**Identifying heavy atoms from a fractionally emptied 6s shell**

The table holds the energy change and the two 6s eigenvalues of twelve elements from Tb to Bi, with the 6s shell set to 0.75 spin-up and zero spin-down electrons, from spherical all-electron scalar-relativistic r2SCAN calculations with radks. The program predicts six hidden rows from the six labelled ones by lines, a parabola and a cubic, enumerates the 5d counts compatible with a steadily falling slope, compares screening ratios with Slater's rules, and solves a quadratic energy model with Janak's theorem that each row determines exactly. Yb, Lu, W and Bi are placed within 0.14 eV, with the next candidates about 0.9 eV or more away, while for Os and Ir the two interpolants differ by most of the step between them, and order in Z decides. The 6p/5d ratio is 4.00 against Slater's 4.33, but zero net 4f effect and constant 5d screening both fail, and sorting by nuclear radius swaps two pairs. The implied ionisation energies of Yb and Hg match rough recalled values for a 6s2 reference and not for one of 1.75 electrons.

Spherical all-electron atoms computed with the radks 1 radial solver and Libxc, using the r2SCAN functional in a scalar-relativistic, spin-polarised generalised Kohn-Sham scheme. The 6s shell holds 0.75 spin-up electrons and no spin-down electrons, and each nucleus has a Fermi charge distribution.

## Analysis program

```python
# Table: radks spherical all-electron atoms, r2SCAN, scalar-relativistic, 6s set to (up 0.75, down 0):
# energy against the fullest case and 6s eigenvalues (eV). Tested: assignment of six hidden rows from the
# labelled ones, Slater screening ratios, and a quadratic E(u,d) with Janak's theorem (exactly determined).
T = {
    'ion': ['Tb', 'Ho', 'Yb', 'Lu', 'Hf', 'Ta', 'W', 'Os', 'Ir', 'Hg', 'Pb', 'Bi'],
    'Z': [65, 67, 70, 71, 72, 73, 74, 76, 77, 80, 82, 83],
    'configuration': ['[Xe] 4f9 6s2', '[Xe] 4f11 6s2', '[Xe] 4f14 6s2', '[Xe] 4f14 5d1 6s2', '[Xe] 4f14 5d2 6s2', '[Xe] 4f14 5d3 6s2', '[Xe] 4f14 5d4 6s2', '[Xe] 4f14 5d6 6s2', '[Xe] 4f14 5d7 6s2', '[Xe] 4f14 5d10 6s2', '[Xe] 4f14 5d10 6s2 6p2', '[Xe] 4f14 5d10 6s2 6p3'],
    'nuclear_rms_radius': [5.06, 5.2022, 5.3108, 5.37, 5.347, 5.3507, 5.3658, 5.4126, 5.4032, 5.4648, 5.5012, 5.5211],  # fm
    'energy_change': [8.1984, 8.4004, 8.7077, 9.8271, 10.663, 11.346, 11.928, 12.898, 13.321, 14.446, 21.622, 25.077],  # eV
    'spin_up_eigenvalue': [-10.384, -10.644, -11.038, -12.066, -12.87, -13.575, -14.22, -15.356, -15.863, -17.224, -23.424, -26.457],  # eV
    'spin_down_eigenvalue': [-8.9238, -9.1654, -9.5288, -10.74, -11.622, -12.365, -13.025, -14.16, -14.659, -15.991, -22.219, -25.225],  # eV
}
import numpy as np
from itertools import combinations
from scipy.constants import physical_constants as pc
Ry = pc["Rydberg constant times hc in eV"][0]
ion = list(T["ion"]); Z = np.array(T["Z"], float); R = np.array(T["nuclear_rms_radius"], float)
E = np.array(T["energy_change"], float)
up = np.array(T["spin_up_eigenvalue"], float); dn = np.array(T["spin_down_eigenvalue"], float)
ix = {s: i for i, s in enumerate(ion)}; hid = [2, 3, 6, 7, 8, 11]
gap = dn - up; x = np.sqrt(-up / Ry)
sl = np.r_[np.nan, np.diff(E) / np.diff(Z)]; sx = np.r_[np.nan, np.diff(x) / np.diff(Z)]
def quad(i, u, d):  # E = a(u+d) + Js(u^2+d^2)/2 + Jo*u*d, reference occupation (u, d)
    M = [[1, .75, 0], [1, 0, .75], [.75 - u - d, (.5625 - u * u - d * d) / 2, -u * d]]
    a, Js, Jo = np.linalg.solve(M, [up[i], dn[i], E[i]])
    return Js, Jo, -a - Js / 2 - Jo, -a - Js / 2
tan = -(0.25 * up + dn)
print("rounding floor: 0.00005-0.0005 eV per entry, gap up to 0.001 eV, Js about 0.003 eV")
print("ion dE/dZ gap gap/0.75 x=sqrt(-eps_up/Ry) dx/dZ | E/tangent Js Jo I1 I2 sag (eV, ref 6s2)")
for i, s in enumerate(ion):
    Js, Jo, I1, I2 = quad(i, 1, 1)
    print(f"{s:2s} {sl[i]:.3f} {gap[i]:.3f} {gap[i]/.75:.3f} {x[i]:.4f} {sx[i]:.4f} | "
          f"{E[i]/tan[i]:.3f} {Js:.2f} {Jo:.2f} {I1:.2f} {I2:.2f} {Js*.75*.25/2:.2f}")
def thru(names, ez=(), ey=()):
    z = np.r_[ez, [Z[ix[n]] for n in names]] - 70; y = np.r_[ey, [E[ix[n]] for n in names]]
    p = np.polyfit(z, y, len(z) - 1)
    return lambda q: np.polyval(p, q - 70)
f = thru(["Tb", "Ho"]); p6 = thru(["Hg", "Pb"]); q2 = thru(["Hf", "Ta", "Hg"])
q3 = thru(["Hf", "Ta", "Hg"], [70], [f(70)])
print("prediction from labelled rows: model, E pred, pred-table, nearest hidden row, gap to 2nd nearest (eV)")
res = []
for i in hid:
    ms = [("4f line", f)] if Z[i] <= 70 else [("6p line", p6)] if Z[i] > 80 else [("quad", q2), ("cubic", q3)]
    for n, m in ms:
        pr = m(Z[i]); o = sorted(hid, key=lambda j: abs(E[j] - pr)); res.append((abs(pr - E[i]), ion[i], n))
        print(f"{ion[i]:2s} {n:7s} {pr:.3f} {pr-E[i]:+.3f} {ion[o[0]]} {abs(E[o[1]]-pr):.3f}")
print("worst predictions:", ", ".join(f"{s} {n} {r:.3f} eV" for r, s, n in sorted(res)[::-1][:2]))
print("quad-cubic spread (eV):", ", ".join(f"{ion[i]} {q2(Z[i])-q3(Z[i]):.3f}" for i in hid[1:5]))
mid = sorted(E[i] for i in hid if E[ix["Ta"]] < E[i] < E[ix["Hg"]])
y = np.r_[E[ix["Hf"]], E[ix["Ta"]], mid, E[ix["Hg"]]]; cs = list(combinations(range(4, 10), len(mid)))
ok = [c for c in cs if np.all(np.diff(np.diff(y) / np.diff(np.r_[2, 3, c, 10])) < 0)]
print(f"5d counts with steadily falling slope: {ok} out of {len(cs)} placements in d4-d9")
for n, v in (("energy (eV)", E), ("nuclear radius (fm)", R), ("spin gap (eV)", gap)):
    print(f"hidden rows by {n}:", " ".join(f"{ion[i]} {v[i]:.4f}" for i in sorted(hid, key=lambda j: v[j])))
print("energy steps between sorted hidden rows (eV):", " ".join(f"{d:.3f}" for d in np.diff(np.sort(E[hid]))))
print(f"radius Lu-W {R[ix['Lu']]-R[ix['W']]:+.4f}, Os-Ir {R[ix['Os']]-R[ix['Ir']]:+.4f} fm; Hg-Pb step {E[ix['Pb']]-E[ix['Hg']]:.3f} eV")
def mean(v, a, b): return (v[ix[b]] - v[ix[a]]) / (Z[ix[b]] - Z[ix[a]])
seg = [("Tb", "Yb"), ("Yb", "Hg"), ("Hg", "Bi")]
mE = [mean(E, *s) for s in seg]; mx = [mean(x, *s) for s in seg]
print("mean dE/dZ 4f, 5d, 6p (eV): %.3f %.3f %.3f" % tuple(mE))
print("mean dx/dZ 4f, 5d, 6p: %.4f %.4f %.4f" % tuple(mx))
print(f"ratio 6p/5d {mx[2]/mx[1]:.2f} (Slater {.65/.15:.2f}); 4f/5d {mx[0]/mx[1]:.2f} (Slater 0); "
      f"first/last 5d step {sx[ix['Lu']]/sx[ix['Hg']]:.2f} (Slater 1)")
rough = {"Yb": (6.3, 12), "Hg": (10, 19)}  # rough recalled ionisation energies I1, I2 in eV
for s, (a, b) in rough.items():
    A = quad(ix[s], 1, 1); B = quad(ix[s], 1, .75)
    print(f"{s}: I1,I2 ref(1,1) {A[2]:.2f},{A[3]:.2f}; ref(1,0.75) {B[2]:.2f},{B[3]:.2f}; rough recalled {a},{b} eV")
assert np.all(np.diff(E) > 0) and np.all(np.diff(up) < 0)
assert sl[1:3].max() < sl[3:10].min() and sl[3:10].max() < sl[10:].min()
assert ok == [(4, 6, 7)]
assert np.all(gap > 0) and np.all(E < tan)
```

Running it gives:

```
rounding floor: 0.00005-0.0005 eV per entry, gap up to 0.001 eV, Js about 0.003 eV
ion dE/dZ gap gap/0.75 x=sqrt(-eps_up/Ry) dx/dZ | E/tangent Js Jo I1 I2 sag (eV, ref 6s2)
Tb nan 1.460 1.947 0.8736 nan | 0.712 3.63 5.58 5.72 11.29 0.34
Ho 0.101 1.479 1.971 0.8845 0.0054 | 0.710 3.75 5.73 5.86 11.58 0.35
Yb 0.102 1.509 2.012 0.9007 0.0054 | 0.709 3.94 5.95 6.07 12.02 0.37
Lu 1.119 1.326 1.768 0.9417 0.0410 | 0.714 4.46 6.23 6.95 13.18 0.42
Hf 0.836 1.248 1.664 0.9726 0.0309 | 0.719 4.81 6.48 7.60 14.07 0.45
Ta 0.683 1.210 1.613 0.9989 0.0263 | 0.720 5.13 6.75 8.11 14.86 0.48
W  0.582 1.195 1.593 1.0223 0.0235 | 0.719 5.44 7.04 8.54 15.58 0.51
Os 0.485 1.196 1.595 1.0624 0.0200 | 0.717 6.02 7.61 9.25 16.86 0.56
Ir 0.423 1.204 1.605 1.0798 0.0174 | 0.715 6.28 7.88 9.55 17.43 0.59
Hg 0.375 1.233 1.644 1.1251 0.0151 | 0.712 6.96 8.61 10.36 18.96 0.65
Pb 3.588 1.205 1.607 1.3121 0.0935 | 0.770 7.75 9.35 16.01 25.36 0.73
Bi 3.455 1.232 1.643 1.3945 0.0824 | 0.788 8.13 9.77 18.72 28.49 0.76
prediction from labelled rows: model, E pred, pred-table, nearest hidden row, gap to 2nd nearest (eV)
Yb 4f line 8.703 -0.004 Yb 1.124
Lu quad    9.920 +0.093 Lu 1.212
Lu cubic   9.796 -0.031 Lu 1.088
W  quad    11.969 +0.041 W 0.929
W  cubic   11.886 -0.042 W 1.012
Os quad    13.035 +0.137 Os 0.286
Os cubic   12.704 -0.194 Os 0.617
Ir quad    13.478 +0.157 Ir 0.580
Ir cubic   13.064 -0.257 Os 0.257
Bi 6p line 25.210 +0.133 Bi 11.889
worst predictions: Ir cubic 0.257 eV, Os cubic 0.194 eV
quad-cubic spread (eV): Lu 0.124, W 0.083, Os 0.331, Ir 0.413
5d counts with steadily falling slope: [(4, 6, 7)] out of 20 placements in d4-d9
hidden rows by energy (eV): Yb 8.7077 Lu 9.8271 W 11.9280 Os 12.8980 Ir 13.3210 Bi 25.0770
hidden rows by nuclear radius (fm): Yb 5.3108 W 5.3658 Lu 5.3700 Ir 5.4032 Os 5.4126 Bi 5.5211
hidden rows by spin gap (eV): W 1.1950 Os 1.1960 Ir 1.2040 Bi 1.2320 Lu 1.3260 Yb 1.5092
energy steps between sorted hidden rows (eV): 1.119 2.101 0.970 0.423 11.756
radius Lu-W +0.0042, Os-Ir +0.0094 fm; Hg-Pb step 7.176 eV
mean dE/dZ 4f, 5d, 6p (eV): 0.102 0.574 3.544
mean dx/dZ 4f, 5d, 6p: 0.0054 0.0224 0.0898
ratio 6p/5d 4.00 (Slater 4.33); 4f/5d 0.24 (Slater 0); first/last 5d step 2.71 (Slater 1)
Yb: I1,I2 ref(1,1) 6.07,12.02; ref(1,0.75) 7.79,11.45; rough recalled 6.3,12 eV
Hg: I1,I2 ref(1,1) 10.36,18.96; ref(1,0.75) 13.26,18.00; rough recalled 10,19 eV
```
